## Appendix: Heat flux and figure of merit of a ballistic thermionic heterobarrier

### A.1 Premises and conventions

A semiconductor layer of thickness $d$, normal to $z$, lies between two metal layers L and R. Fluxes and conductances are per unit area, and fluxes count positive from L to R. The electron charge is $-q$ with $q>0$, and $k$ is Boltzmann's constant.

1. Each metal is a reservoir in equilibrium at temperature $T_i$ and electrochemical potential $\mu_i=-qV_i$.
2. The conduction valleys of the barrier are parabolic, with a principal axis along $z$. The top of the band-edge profile lies at $E_b$, and $\phi_i=E_b-\mu_i$.
3. Electrons cross without scattering. Every state that propagates at the top of the barrier is fed by both metals and transmits with probability one, and no state below the top transmits.
4. The occupation at the barrier top is small, so $b=\phi/kT$ is at least about 3.
5. Phonons carry heat in parallel with a conductance $K_l$ and exchange no momentum with the electrons. Holes are neglected.

Differences are $\Delta V=V_L-V_R$, $\Delta\mu=-q\,\Delta V$ and $\Delta T=T_L-T_R$.

### A.2 Channel count and emitted flux

In one valley an electron at the barrier top has $E-E_b=\varepsilon_z+\varepsilon_\parallel$ with $\varepsilon_\parallel=\hbar^2k_x^2/2m_x+\hbar^2k_y^2/2m_y$. The number flux toward R, for two spin directions, is

$$j_L=2\int\frac{d^2k_\parallel}{(2\pi)^2}\int_{k_z>0}\frac{dk_z}{2\pi}\,v_z f_L(E).$$

Since $v_z\,dk_z=dE/\hbar$ at fixed $k_\parallel$, the mass along $z$ drops out and

$$j_L=\frac{2}{h}\int M(E)f_L(E)\,dE ,$$

where $M(E)$ is the number of lateral wave vectors per area with $\varepsilon_\parallel<\varepsilon\equiv E-E_b$. They fill an ellipse with semi-axes $\sqrt{2m_x\varepsilon}/\hbar$ and $\sqrt{2m_y\varepsilon}/\hbar$. Its area divided by $(2\pi)^2$, summed over valleys, gives

$$M(E)=\frac{m_R\,\varepsilon}{2\pi\hbar^2}\quad(\varepsilon>0),\qquad m_R=\sum_{\rm valleys}\sqrt{m_xm_y}. \tag{A1}$$

This counts the channels of the barrier itself. Elastic scattering at the interfaces, whether or not it conserves $k_\parallel$, cannot transmit more than one electron per channel, so premise 3 is a ceiling for emission over the top.

With $f_L\simeq e^{-(\varepsilon+\phi_L)/kT_L}$, $u=\varepsilon/kT_L$ and $\int_0^\infty u\,e^{-u}du=1$,

$$q\,j_L=A^*T_L^2e^{-\phi_L/kT_L},\qquad A^*=\frac{4\pi q\,m_Rk^2}{h^3}=120.2\,\frac{m_R}{m_e}\ \mathrm{A\,cm^{-2}K^{-2}}, \tag{A2}$$

which is Richardson's law.

### A.3 Energy per emitted electron and the heat flux

The emitted electrons are distributed as $u\,e^{-u}$, so $\langle u\rangle=2!=2$ and $\langle u^2\rangle=3!=6$, and the variance of $u$ is $6-4=2$. The same follows from writing the flux weight as $d\varepsilon_z\,d\varepsilon_\parallel\,e^{-(\varepsilon_z+\varepsilon_\parallel)/kT}$. The normal and lateral energies are then independent exponential variables, each with mean $kT$ and variance $(kT)^2$.

For a reservoir $T\,dS_{\rm ent}=dU-\mu\,dN$, so an electron of energy $E$ that leaves L removes the heat $E-\mu_L$. Each emitted electron carries on average $\phi_L+2kT_L$, measured from the Fermi level. Electrons arriving from R have mean energy $E_b+2kT_R$ and deposit $\phi_L+2kT_R$ in L. The electronic heat flux out of L is

$$Q_L=(\phi_L+2kT_L)\,j_L-(\phi_L+2kT_R)\,j_R. \tag{A3}$$

The heat delivered to R has $\phi_R$ in place of $\phi_L$ in both terms. It exceeds $Q_L$ by $(\mu_L-\mu_R)(j_L-j_R)$, the electrical work, which is of second order in the driving forces.

### A.4 Linear response

For small differences about $T$ and $\mu$, the Fermi function depends on $(E-\mu)/kT$, so

$$f_L-f_R=\left(-\frac{\partial f}{\partial E}\right)\left[\Delta\mu+(E-\mu)\frac{\Delta T}{T}\right].$$

This is already of first order, so $M(E)$ is taken at equilibrium. How $E_b$ shifts with bias, and hence how the voltage drops inside the barrier, does not enter. The net particle and heat fluxes are

$$j=\mathcal L_0\Delta\mu+\mathcal L_1\frac{\Delta T}{T},\qquad Q=\mathcal L_1\Delta\mu+\mathcal L_2\frac{\Delta T}{T},$$

$$\mathcal L_n=\frac2h\int M(E)(E-\mu)^n\left(-\frac{\partial f}{\partial E}\right)dE .$$

With $-\partial f/\partial E=e^{-b-u}/kT$ and $E-\mu=kT(u+b)$,

$$\mathcal L_n=\frac{4\pi m_R}{h^3}(kT)^{n+1}e^{-b}I_n,\qquad I_n=\int_0^\infty u(u+b)^ne^{-u}du,$$

$$I_0=1,\qquad I_1=b+2,\qquad I_2=b^2+4b+6 .$$

**Conductance.** The electric current density is $J=-qj=q^2\mathcal L_0\Delta V-q\mathcal L_1\Delta T/T$. At $\Delta T=0$,

$$G=q^2\mathcal L_0=\frac{qA^*T}{k}\,e^{-b}. \tag{A4}$$

**Seebeck coefficient.** It is defined by $S=-\Delta V/\Delta T$ at $J=0$, so that $J=G(\Delta V+S\,\Delta T)$ and

$$S=-\frac{\mathcal L_1}{qT\mathcal L_0}=-\frac kq\,(b+2). \tag{A5}$$

The sign is negative for electrons. The hot metal loses electrons and becomes positive. For emission of holes over a valence-band barrier the sign is reversed and nothing else changes.

**Heat flux at given current.** Solving the particle equation for $\Delta\mu=(j-\mathcal L_1\Delta T/T)/\mathcal L_0$ and inserting it in $Q$ gives

$$Q=\Pi J+K_e\,\Delta T,\qquad \Pi=-\frac{\mathcal L_1}{q\mathcal L_0}=TS=-\frac{\phi+2kT}{q},$$

$$K_e=\frac1T\left(\mathcal L_2-\frac{\mathcal L_1^2}{\mathcal L_0}\right)=\left(\frac kq\right)^2GT\,\left(I_2-I_1^2\right)=2\left(\frac kq\right)^2GT. \tag{A6}$$

The Kelvin relation $\Pi=TS$ holds because $\mathcal L_1$ appears in both fluxes. The factor 2 in $K_e$ is the variance of A.3. At open circuit equal numbers of electrons cross each way, the mean energy cancels and only the spread carries heat. The Lorenz number is $2(k/q)^2$, below the value $(\pi^2/3)(k/q)^2$ of a degenerate metal. At short circuit, $\Delta V=0$, the conductance is instead

$$K_{\rm sc}=\frac{\mathcal L_2}{T}=\left(\frac kq\right)^2GT\,(b^2+4b+6)=K_e+S^2GT ,$$

which also follows by differentiating the first term of (A3) with respect to $T_L$ at fixed $\phi_L$.

### A.5 Figure of merit

Adding the phonons, $Q=TSJ+K\Delta T$ with $K=K_e+K_l$. As a generator the barrier delivers the power $P=-J\Delta V=JS\Delta T-J^2/G$. Writing $J=y\,GS\Delta T$ and $ZT=S^2GT/K$,

$$\eta=\frac PQ=\frac{\Delta T}{T}\,\frac{ZT\,y(1-y)}{1+ZT\,y}.$$

Setting $d\eta/dy=0$ gives $ZT\,y^2+2y-1=0$, so $y=1/(1+\sqrt{1+ZT})$ and

$$\eta_{\max}=\frac{\Delta T}{T}\,\frac{\sqrt{1+ZT}-1}{\sqrt{1+ZT}+1}.$$

Thus $ZT$ alone fixes the fraction of the Carnot efficiency, as for a bulk thermoelement. Inserting (A5) and (A6),

$$ZT=\frac{(b+2)^2}{2+K_l\big/\left[(k/q)^2GT\right]}=\frac{(b+2)^2}{2+\gamma e^{b}},\qquad \gamma=\frac{K_l}{K_0},\quad K_0=\frac kq A^*T^2. \tag{A7}$$

For $N$ identical periods in series, with metal layers of negligible resistance that act as reservoirs, $\Delta V$ and $\Delta T$ add at common $J$ and $Q$. Then $G$ and $K$ are divided by $N$, while $S$ and $ZT$ are unchanged.

At fixed $T$ and $\gamma$, the condition $d(ZT)/db=0$ reads $2(2+\gamma e^b)=(b+2)\gamma e^b$, that is $b\,e^b=4/\gamma$. Hence

$$b^*=W(4/\gamma),\qquad ZT_{\max}=\tfrac12\,b^*(b^*+2), \tag{A8}$$

with $W$ the Lambert function. This optimum obeys premise 4 only if $b^*\ge3$, which needs $\gamma\le4/(3e^3)=0.066$. For larger $\gamma$, $ZT$ falls steadily with $b$ throughout the range where (A7) holds, and the optimum must be sought with Fermi statistics.

### A.6 Fermi statistics

Let $F_j=\int_0^\infty u^j\,(e^{u+b}+1)^{-1}du$, without a gamma-function prefactor. Integration by parts gives $\int_0^\infty u^p(-\partial f/\partial u)\,du=pF_{p-1}$, so the product $e^{-b}I_n$ becomes $F_0$, $bF_0+2F_1$ and $b^2F_0+4bF_1+3F_2$ for $n=0,1,2$. Then

$$G=\frac{qA^*T}{k}F_0,\quad S=-\frac kq\left(b+\frac{2F_1}{F_0}\right),\quad ZT=\frac{(b+2F_1/F_0)^2}{3F_2/F_0-4F_1^2/F_0^2+\gamma/F_0}, \tag{A9}$$

with $F_0=\ln(1+e^{-b})$. Expanding the Fermi function in $x=e^{-b}$ gives $F_j=j!\,(x-x^2/2^{j+1}+\dots)$. To first order $G$ acquires the factor $1-x/2$, the 2 in $S$ becomes $2+x/2$ and the 2 in $K_e$ becomes $2+x/4$. At $b=3$ the largest of these changes, the one in $G$, is 2.5 per cent.

### A.7 Range of validity

**Bias.** Linear response needs $q|\Delta V|\ll kT$ and $(b+2)|\Delta T|\ll T$ per barrier. Beyond that (A2) and (A3) apply, with $E_b$ taken from the biased profile.

**Tunnelling.** For a flat barrier the WKB transmission at a depth $wkT$ below the top is $\exp(-\sqrt{w/\eta_t})$ with $\eta_t=\hbar^2/(8m_zd^2kT)$. The Boltzmann weight grows as $e^{w}$, so the tunnelling conductance relative to (A4) is

$$R_t\simeq\int_0^b e^{\,w-\sqrt{w/\eta_t}}\,dw ,$$

which tends to $2\eta_t$ for thick barriers. It must be small.

**Reflection above the top.** Matching $\psi$ and $\psi'/m$ at an abrupt interface gives $\alpha=4r/(1+r)^2$, where $r$ is the ratio of the normal velocities in barrier and metal. Summing the intensities of the multiple reflections between two interfaces,

$$\tau=\alpha^2\sum_{n\ge0}(1-\alpha)^{2n}=\frac{\alpha}{2-\alpha}=\frac{2r}{1+r^2}. \tag{A10}$$

With a constant metal velocity $v_m$, $r=r_0\sqrt{u_z}$, $u_z=\varepsilon_z/kT$ and $r_0=\sqrt{2kT/m_z}/v_m$. The conductance is multiplied by $\bar\tau=\int_0^\infty\tau\,e^{-u_z}du_z$. A transmission varying as $u_z^s$ turns the normal energy into a gamma variable of mean and variance $s+1$, so both factors 2 in (A5) and (A6) become $2+s$. Strong mismatch corresponds to $s=1/2$.

**Scattering in the barrier.** For a flat barrier with electron density $n_e$, (A4) can be written $G=q^2n_ev_R/kT$, where $v_R$ is the valley average of $\sqrt{kT/2\pi m_z}$. The diffusive conductance is $qn_e\mu_n/d$ for mobility $\mu_n$. Their ratio is $\lambda/d$ with $\lambda=\mu_nkT/(qv_R)$. For scatterers combined incoherently the quantity $(1-\tau)/\tau$ is additive, so the interpolating transmission is $\lambda/(\lambda+d)$. Ballistic transport needs $d\ll\lambda$.

**Barrier shape.** Only the top of the profile enters, so $\phi$ includes the image force. At the midplane the images of alternating sign at distances $d,2d,\dots$ on both sides lower the energy by $q^2\ln2/(4\pi\epsilon_\infty d)$. Ionised donors of density $N_D$ bend the band edge down by $q^2N_Dz(d-z)/2\epsilon_s$, which is $q^2N_Dd^2/8\epsilon_s$ at the centre. When this exceeds $kT$ the barrier becomes two thin spikes, and $R_t$ above no longer bounds the tunnelling.

**Reservoirs.** The metal must relax the electrons to a Fermi distribution at the lattice temperature within its thickness. Otherwise several barriers act as one scatterer, and the series rule of A.5 fails.

### A.8 Illustration: ScN/ZrN(001) at 800 K

**Electrons.** Take 5 nm of ScN and 3 nm of ZrN per period. ScN has three conduction valleys at the X points, with approximate masses $m_l=1.5\,m_e$ and $m_t=0.2\,m_e$. Along [001] one valley presents $m_t$ and two present $\sqrt{m_lm_t}$, so $m_R=m_t+2\sqrt{m_lm_t}=1.30\,m_e$ and $A^*=156\ \mathrm{A\,cm^{-2}K^{-2}}$. All three valleys are assumed to be fed by the metal. The valley along $z$ alone would supply 15 per cent of the current. At 800 K, $kT=68.9$ meV, $k/q=86.17\ \mu$V/K and $K_0=85.9\ \mathrm{MW\,m^{-2}K^{-1}}$.

**Phonons.** For ZrN the compiled values are $a=4.575$ Å (as listed by Mei et al. 2013, room temperature presumed) and $C_{11}=471$, $C_{12}=88$, $C_{44}=138$ GPa (as listed by Wu 2005, temperature not stated). They are used at 800 K without correction. The rock-salt cube holds four primitive cells, so $n=4/a^3=4.18\times10^{22}\ \mathrm{cm^{-3}}$. With atomic masses 91.224 and 14.007 u the density is $\rho=7.30\ \mathrm{g\,cm^{-3}}$. The isotropic Voigt moduli are $B=(C_{11}+2C_{12})/3=215.7$ GPa and $G_V=(C_{11}-C_{12}+3C_{44})/5=159.4$ GPa. They give $v_L=\sqrt{(B+4G_V/3)/\rho}=7.66$ km/s and $v_T=\sqrt{G_V/\rho}=4.67$ km/s.

In a Debye model each acoustic branch has $n$ modes per volume with classical energy $kT$, and the one-sided flux of an isotropic gas of speed $v$ is $v/4$ times its density. The conductance at full transmission is

$$K_D=\tfrac14\,nk\,(v_L+2v_T)=2.45\ \mathrm{GW\,m^{-2}K^{-1}}.$$

The classical limit is adequate. The longitudinal cutoff is $\theta_L=\hbar v_L(6\pi^2n)^{1/3}/k=791$ K, and the leading quantum correction $(\theta_L/T)^2/20$ is 0.049. With a phonon transmission of 1/2 per interface, (A10) gives $\tau=1/3$, so $K_l=0.82\ \mathrm{GW\,m^{-2}K^{-1}}$ and $\gamma=9.5$. This is an order-of-magnitude estimate. A sine-shaped dispersion of the same initial slope lowers the mean group velocity by the factor $\int_0^13x^2\cos(\pi x/2)\,dx=0.36$, scattering inside the layers also lowers $K_l$, and the omitted optical branches raise it. The linear dispersion and the transmission 1/2 were chosen because $K_l$ times the 8 nm period is $6.5\ \mathrm{W\,m^{-1}K^{-1}}$, the order typical of nitride metal/semiconductor multilayers with periods of a few nanometres.

**Metal layers.** For an approximate ZrN resistivity of 50 $\mu\Omega$ cm at 800 K, a 3 nm layer adds $1.5\times10^{-11}\ \Omega\,\mathrm{cm^2}$, and the Wiedemann–Franz law gives it a thermal conductance of $13\ \mathrm{GW\,m^{-2}K^{-1}}$. Both are neglected against the barrier.

**Results of the model.** The barrier height is an illustrative parameter.

| $\phi$ (eV) | $b$ | $G$ ($10^7$ S cm$^{-2}$) | $S$ ($\mu$V/K) | $K_e$ (MW m$^{-2}$K$^{-1}$) | $ZT$ |
|---|---|---|---|---|---|
| 0.20 | 2.90 | 7.9 | −422 | 9.4 | 0.14 |
| 0.30 | 4.35 | 1.9 | −547 | 2.2 | 0.054 |
| 0.40 | 5.80 | 0.44 | −672 | 0.52 | 0.019 |

For $\phi=0.30$ eV the specific resistance is $1/G=5.4\times10^{-8}\ \Omega\,\mathrm{cm^2}$, $\Pi=-0.438$ V and $K_{\rm sc}=47\ \mathrm{MW\,m^{-2}K^{-1}}$. A bias of 10 mV at $\Delta T=0$ drives $1.9\times10^5\ \mathrm{A\,cm^{-2}}$ and a Peltier flux of $82\ \mathrm{kW\,cm^{-2}}$. At that current, back-conduction cancels the flux at a temperature difference $|\Pi J|/K=1.0$ K per period. Without phonons (A7) would give $ZT=(b+2)^2/2=20$, so the lattice controls the result and $ZT$ is nearly proportional to $G/K_l$.

Equation (A8) gives $b^*=0.31$ and $ZT_{\max}=0.36$, outside premise 4. With Fermi statistics, (A9) has a broad maximum of 0.35 near $b=0$. An optimum at $b^*=3$, where $ZT_{\max}=7.5$, would need $K_l=5.7\ \mathrm{MW\,m^{-2}K^{-1}}$, more than two orders of magnitude below the value used here.

**Size of the neglected terms at $\phi=0.30$ eV.** The two side valleys, which carry most of the current, have $m_z=m_t$.

- Tunnelling: $\eta_t=0.028$ and $R_t=0.07$.
- Reflection: an assumed $v_m=10^6$ m/s gives $r_0=0.35$ and $\bar\tau=0.53$. The mean energy above the top rises from $2kT$ to $2.4\,kT$, and $S^2G$ falls to 0.6 of its ideal value. Envelope matching to a $d$-band metal is crude, so this indicates a size only.
- Scattering: $v_R=7.7\times10^4$ m/s. An approximate mobility of $40\ \mathrm{cm^2V^{-1}s^{-1}}$ at 800 K gives $\lambda=3.6$ nm and $\lambda/(\lambda+d)=0.42$.
- Image force: 29 meV for an approximate $\epsilon_\infty=7\epsilon_0$, or $0.41\,kT$, counted within $\phi$.
- Space charge: for an approximate $\epsilon_s=25\epsilon_0$ and $N_D=10^{20}\ \mathrm{cm^{-3}}$, typical of unintentionally doped ScN, the central bending is 0.23 eV, comparable with $\phi$. A flat barrier needs a net doping well below $3\times10^{19}\ \mathrm{cm^{-3}}$, that is compensated material.

The structure is therefore only marginally ballistic. Thinning it raises $R_t$ at least as fast as $d^{-2}$, and thickening it lowers $\lambda/(\lambda+d)$. Combining reflection and scattering roughly as $1/\tau_{\rm tot}=1/\bar\tau+d/\lambda$ gives $\tau_{\rm tot}=0.3$. Scaling $G$ by this factor, with the energy averages left as they are, lowers the model's $ZT$ from 0.054 to about 0.02 at $\phi=0.30$ eV and from 0.35 to about 0.1 at $b=0$.

These are numbers of the model and not of the material. As typical knowledge, ScN-based films at 800 K reach a $ZT$ of order 0.1 to 0.2, so the ideal ballistic optimum of 0.35 lies too high by a factor of roughly two to three. The ballistic formulas (A4) to (A7) are best read as the limit of perfect transmission at given $\phi$ and $K_l$.